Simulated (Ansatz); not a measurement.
## Strength of the C–Si bond: SiH2(CH3)(SiF3) → Si(SiH2)F3 + CH3

Species: SiH2(CH3)(SiF3), singlet; Si(SiH2)F3, doublet; CH3 `[CH3]`, doublet. 

Shapes, held fixed at every level: PBE0-D4/def2-TZVP. Programs: Ansatz 0.2.0. The zero-point and thermal change to 298 K, harmonic and unscaled (PBE0-D4/def2-TZVP), is -17.4 kJ/mol.

| level | kind | ΔH(298 K) (kJ/mol) | less CCSD(T)/CBS estimate | CPU time (sum over the molecules) |
| --- | --- | --- | --- | --- |
| SPW92/def2-TZVPP | LDA | +411.5 | +47.9 | 14 s |
| PBE-D4/def2-TZVPP | GGA | +353.8 | -9.8 | 24 s |
| r2SCAN-D4/def2-TZVPP | meta-GGA | +332.9 | -30.7 | 42 s |
| B3LYP-D4/def2-TZVPP | global hybrid | +346.6 | -17.0 | 47 s |
| B2PLYP/def2-TZVPP | double hybrid | +347.6 | -16.0 | 61 s |
| CCSD/def2-SVP | coupled cluster or CI | +335.5 | -28.1 | – |
| CCSD(T)/def2-TZVPP | coupled cluster or CI | +353.0 | -10.6 | 28 min |
| CCSD(T)/CBS estimate | coupled cluster or CI | +363.6 | 0.0 | 31 min |

The highest level, CCSD(T)/CBS estimate, gives ΔH(298 K) = +363.6 kJ/mol; the levels span +332.9 to +411.5. The column of differences is taken from that level and isn't an error. No measured value is set beside it here. Open shells run unrestricted unless RO is named. The CBS estimate extrapolates MP2 from def2-TZVPP and def2-QZVPP and adds CCSD(T) − MP2 in the triple-zeta set, cores frozen. Times are processor times on shared x86 and Arm servers, and rough.

Breaking the C–Si bond costs +363.6 kJ/mol at the highest level, as expected for a strong, polar two-electron σ bond. Homolysis gives up the overlap between carbon and silicon hybrids as well as the ionic stabilisation that comes from carbon's greater electronegativity. Neither fragment recovers much of this by delocalisation: methyl flattens and keeps its unpaired electron in a carbon p orbital, while the silyl radical centre typically stays pyramidal, with its electron in an orbital of appreciable s character.

SPW92 alone lies above the highest level, probably because the local density approximation favours the bonded region over the separated radicals. The other functionals all fall below it, but not in order of sophistication: PBE-D4 is closer than r2SCAN-D4, B3LYP-D4 or B2PLYP. Its nearness for this one reaction is therefore no evidence of general reliability for Si–C homolysis. Whether the SiF3 group strengthens or weakens the bond remains open without the corresponding cleavage of an unsubstituted methylsilane.
